**BeSi⁻ quartet curve: Morse well, slow tail and functional gaps**

The table holds the energy of BeSi⁻ (σ¹π², multiplicity 4) against bond length, counted from Be plus Si⁻, from unrestricted TPSS, r2SCAN, PBE0 and BHandHLYP calculations in PySCF with an aug-cc-pVDZ-type basis. The program builds a Morse curve from rₑ, Dₑ and k of the eight inner rows, predicts the four outer rows, and compares all-row fits of Morse, Morse plus damped charge-induced-dipole attraction and Morse plus a constant. The Morse curve from the well holds to 0.006 eV over the inner rows and is 0.098 to 0.125 eV too shallow at 3.371 Å. The induction term lowers the rms residual only modestly (0.021 to 0.015 eV for PBE0), whereas a constant brings it to about 0.002 eV, so Morse plus r⁻⁴ attraction does not reproduce the curve in this range. BHandHLYP is shifted up from PBE0 by 0.22 to 0.24 eV across the well with nearly the same force constant; since the functionals differ in more than exact exchange, the cause of the shift is not isolated.

Energy of quartet BeSi⁻ (σ¹π²) against bond length, counted from separated Be and Si⁻ at the same level. Unrestricted Kohn-Sham calculations with PySCF 2.14.0, non-relativistic and all-electron, with the orbital occupation held fixed; the basis is aug-cc-pVDZ on Be and aug-cc-pV(D+d)Z on Si.

## Script

```python
# Table: BeSi- quartet (sigma1 pi2) energy vs bond length, eV from Be + Si-; PySCF UKS, aug-cc-pVDZ, four functionals.
# Tested: Morse built from the well predicting the tail; Morse + damped induction; Morse + constant (control); functional gaps.
T = {
    'r': [1.871, 1.958, 2.045, 2.11, 2.175, 2.24, 2.327, 2.436, 2.567, 2.74, 3.002, 3.371],  # Å
    'tpss': [-1.282, -1.584, -1.754, -1.816, -1.836, -1.824, -1.772, -1.669, -1.519, -1.312, -1.035, -0.741],  # eV
    'r2scan': [-1.364, -1.663, -1.828, -1.886, -1.902, -1.886, -1.828, -1.72, -1.562, -1.344, -1.049, -0.742],  # eV
    'pbe0': [-1.277, -1.568, -1.726, -1.78, -1.793, -1.775, -1.717, -1.61, -1.458, -1.251, -0.977, -0.686],  # eV
    'bhandhlyp': [-1.055, -1.339, -1.492, -1.543, -1.554, -1.535, -1.478, -1.375, -1.233, -1.043, -0.797, -0.543],  # eV
}
import numpy as np
from scipy import constants as C
from scipy.optimize import least_squares, brentq
from scipy.special import gammainc
r = np.array(T['r'], float); K = ['tpss', 'r2scan', 'pbe0', 'bhandhlyp']
V = {k: np.array(T[k], float) for k in K}
ke = C.e/(4*np.pi*C.epsilon_0)*1e10; a0 = C.physical_constants['Bohr radius'][0]*1e10
al = 38*a0**3; C4 = al*ke/2   # Be polarisability 38 a.u., rough recalled value
md = 100*1e-20/C.e; cm = C.h*C.c*100/C.e; deb = C.e*1e-10*C.c*1e21   # mdyn/A->eV/A2, cm-1->eV, eA->D
morse = lambda p: p[0]*((1-np.exp(-p[1]*(r-p[2])))**2-1)
mods = {'A': morse, 'B': lambda p: morse(p)-gammainc(5, p[3]*r)*C4/r**4, 'C': lambda p: morse(p)+p[3]}
fl = 0.0005+0.0005*np.abs(np.gradient(V['pbe0'], r))
print(f"rounding floor (E and r) eV: inner {fl[0]:.4f}, min {fl[4]:.4f}, outer {fl[-1]:.4f}; C4={C4:.1f} eV A^4")
print("well from 8 inner rows (quartic in 1-r0/r): re A, De eV, k eV/A2, a 1/A, |V(last)|/De, tail decay 1/A table vs Morse")
W, R0, F = {}, {}, {}
for k in K:
    r0 = r[4]; P = np.poly1d(np.polyfit(1-r0/r[:8], V[k][:8], 4)); x = brentq(P.deriv(), -0.05, 0.05)
    re = r0/(1-x); De = -P(x); kk = P.deriv(2)(x)*(r0/re**2)**2; a = np.sqrt(kk/(2*De))
    W[k] = (De, a, re, kk); m = morse(W[k]); R0[k] = V[k]-m
    s = lambda u: np.log(u[-2]/u[-1])/(r[-1]-r[-2])
    print(f"{k:10s} {re:.3f} {De:.3f} {kk:.2f} {a:.3f} {-V[k][-1]/De:.3f} {s(V[k]):.2f} {s(m):.2f}")
    F[k, 'A'] = least_squares(lambda p: morse(p)-V[k], W[k][:3])
    F[k, 'C'] = least_squares(lambda p: mods['C'](p)-V[k], list(W[k][:3])+[-0.1])
    F[k, 'B'] = min((least_squares(lambda p: mods['B'](p)-V[k], [d, a, re, b], bounds=([0, .3, 1.5, .2], [5, 5, 3.5, 8]))
                     for b in (0.6, 1.2, 2, 3) for d in (0.7, 1.5)), key=lambda f: f.cost)
# further outputs of the same runs: re, k (mdyn/A), we, wexe (cm-1), Dunham a1, De
O = {'tpss': (2.1799, 1.1808, 542.24, 5.577, -3.1374, 1.8363), 'r2scan': (2.1716, 1.2193, 551.00, 5.498, -3.1467, 1.9022),
     'pbe0': (2.1666, 1.2089, 548.64, 5.943, -3.2270, 1.7937)}
for k, (re, kk, we, wx, a1, De) in O.items():
    print(f"outputs {k}: k={kk*md:.2f} eV/A2, a(k,De)={np.sqrt(kk*md/2/De):.3f}, a(cubic)={-a1/re:.3f} 1/A, we^2/4wexe={we**2/4/wx*cm:.2f} vs De {De:.2f} eV")
print("r | table-Morse(well) eV: tpss r2scan pbe0 bhh | -C4/r^4 | PBE0 table-fit A B C")
for i in range(len(r)):
    print(f"{r[i]:.3f} | "+" ".join(f"{R0[k][i]:+.3f}" for k in K)+f" | {-C4/r[i]**4:+.2f} | "
          + " ".join(f"{-F['pbe0', m].fun[i]:+.3f}" for m in 'ABC'))
print("all-row fits, rms/max eV: A Morse; B +damped induction (D,b); C +constant (D,c)")
for k in K:
    q = lambda m: f"{np.sqrt(np.mean(F[k, m].fun**2)):.4f}/{np.abs(F[k, m].fun).max():.3f}"
    print(f"{k}: A {q('A')} D={F[k,'A'].x[0]:.2f} a={F[k,'A'].x[1]:.2f}; B {q('B')} ({F[k,'B'].x[0]:.2f},{F[k,'B'].x[3]:.2f}); C {q('C')} ({F[k,'C'].x[0]:.2f},{F[k,'C'].x[3]:+.2f})")
print("r | r2scan-tpss, tpss-pbe0, bhh-pbe0 eV | bhh/pbe0")
g = V['bhandhlyp']-V['pbe0']
for i in range(len(r)):
    print(f"{r[i]:.3f} | {V['r2scan'][i]-V['tpss'][i]:+.3f} {V['tpss'][i]-V['pbe0'][i]:+.3f} {g[i]:+.3f} | {V['bhandhlyp'][i]/V['pbe0'][i]:.3f}")
print(f"bhh vs pbe0: De ratio {W['bhandhlyp'][0]/W['pbe0'][0]:.3f}, k ratio {W['bhandhlyp'][3]/W['pbe0'][3]:.3f}, gap(last)/gap(min) {g[-1]/g[4]:.2f}")
m0 = (V['tpss']+V['r2scan'])/2
print(f"exchange steps eV 0(mean)->25%, 25->50%: at {r[4]:.3f}: {V['pbe0'][4]-m0[4]:.3f}, {g[4]:.3f}; at {r[-1]:.3f}: {V['pbe0'][-1]-m0[-1]:.3f}, {g[-1]:.3f}")
# PBE0 outputs: Be shares of valence orbitals at 2.175 A, Be spin 1.055; masses; Lowdin charge and dipole at last row
sg, pi, pol = 0.7423, 2*0.1618, 0.1461+0.5583-0.2550-0.4604
print(f"Be spin (PBE0, 2.175): sigma {sg:.3f} + pi {pi:.3f} + paired {pol:+.3f} = {sg+pi+pol:.3f} vs output 1.055")
z = r[-1]*9.012/(9.012+27.977); ind = al/r[-1]**2
print(f"dipole D, last row, mass-centre origin: charge on Si {-z*deb:+.2f}, +induced {(ind-z)*deb:+.2f}; Lowdin charges {(0.316*r[-1]-z)*deb:+.2f}; output 1.59")
assert all(np.argmin(V[k]) == 4 for k in K)
assert np.all(V['r2scan'] <= V['tpss']) and np.all(V['tpss'] <= V['pbe0']) and np.all(g > 0.1)
assert all(R0[k][-1] < -0.03 for k in K)
```

Printed output:

```
rounding floor (E and r) eV: inner 0.0022, min 0.0005, outer 0.0009; C4=40.5 eV A^4
well from 8 inner rows (quartic in 1-r0/r): re A, De eV, k eV/A2, a 1/A, |V(last)|/De, tail decay 1/A table vs Morse
tpss       2.180 1.836 7.38 1.418 0.404 0.91 1.22
r2scan     2.172 1.902 7.67 1.420 0.390 0.94 1.23
pbe0       2.167 1.793 7.54 1.450 0.383 0.96 1.26
bhandhlyp  2.163 1.554 7.40 1.543 0.349 1.04 1.36
outputs tpss: k=7.37 eV/A2, a(k,De)=1.417, a(cubic)=1.439 1/A, we^2/4wexe=1.63 vs De 1.84 eV
outputs r2scan: k=7.61 eV/A2, a(k,De)=1.414, a(cubic)=1.449 1/A, we^2/4wexe=1.71 vs De 1.90 eV
outputs pbe0: k=7.55 eV/A2, a(k,De)=1.450, a(cubic)=1.489 1/A, we^2/4wexe=1.57 vs De 1.79 eV
r | table-Morse(well) eV: tpss r2scan pbe0 bhh | -C4/r^4 | PBE0 table-fit A B C
1.871 | -0.002 -0.000 +0.002 -0.006 | -3.31 | +0.020 +0.013 -0.002
1.958 | +0.000 +0.001 +0.001 -0.001 | -2.76 | -0.007 -0.004 +0.002
2.045 | +0.000 +0.000 +0.000 -0.000 | -2.32 | -0.016 -0.010 +0.001
2.110 | -0.000 +0.000 +0.000 -0.000 | -2.05 | -0.016 -0.011 -0.000
2.175 | +0.000 -0.000 -0.000 -0.000 | -1.81 | -0.011 -0.008 -0.001
2.240 | +0.000 -0.000 -0.000 +0.000 | -1.61 | -0.005 -0.003 -0.002
2.327 | -0.001 -0.001 -0.001 -0.001 | -1.38 | +0.006 +0.004 -0.001
2.436 | -0.003 -0.004 -0.004 -0.004 | -1.15 | +0.017 +0.012 -0.000
2.567 | -0.010 -0.011 -0.012 -0.013 | -0.93 | +0.025 +0.018 +0.001
2.740 | -0.027 -0.025 -0.029 -0.028 | -0.72 | +0.024 +0.017 +0.003
3.002 | -0.068 -0.059 -0.068 -0.062 | -0.50 | -0.003 -0.003 -0.002
3.371 | -0.125 -0.112 -0.115 -0.098 | -0.31 | -0.051 -0.039 +0.000
all-row fits, rms/max eV: A Morse; B +damped induction (D,b); C +constant (D,c)
tpss: A 0.0227/0.056 D=1.82 a=1.33; B 0.0177/0.046 (0.66,3.53); C 0.0023/0.004 (1.55,-0.28)
r2scan: A 0.0201/0.051 D=1.89 a=1.34; B 0.0150/0.040 (0.69,3.56); C 0.0020/0.003 (1.65,-0.25)
pbe0: A 0.0209/0.051 D=1.78 a=1.36; B 0.0153/0.039 (0.59,3.61); C 0.0015/0.003 (1.54,-0.25)
bhandhlyp: A 0.0182/0.045 D=1.54 a=1.45; B 0.0106/0.029 (0.94,1.79); C 0.0017/0.003 (1.36,-0.19)
r | r2scan-tpss, tpss-pbe0, bhh-pbe0 eV | bhh/pbe0
1.871 | -0.082 -0.005 +0.222 | 0.826
1.958 | -0.079 -0.016 +0.229 | 0.854
2.045 | -0.074 -0.028 +0.234 | 0.864
2.110 | -0.070 -0.036 +0.237 | 0.867
2.175 | -0.066 -0.043 +0.239 | 0.867
2.240 | -0.062 -0.049 +0.240 | 0.865
2.327 | -0.056 -0.055 +0.239 | 0.861
2.436 | -0.051 -0.059 +0.235 | 0.854
2.567 | -0.043 -0.061 +0.225 | 0.846
2.740 | -0.032 -0.061 +0.208 | 0.834
3.002 | -0.014 -0.058 +0.180 | 0.816
3.371 | -0.001 -0.055 +0.143 | 0.792
bhh vs pbe0: De ratio 0.867, k ratio 0.982, gap(last)/gap(min) 0.60
exchange steps eV 0(mean)->25%, 25->50%: at 2.175: 0.076, 0.239; at 3.371: 0.055, 0.143
Be spin (PBE0, 2.175): sigma 0.742 + pi 0.324 + paired -0.011 = 1.055 vs output 1.055
dipole D, last row, mass-centre origin: charge on Si -3.94, +induced -1.56; Lowdin charges +1.17; output 1.59
```
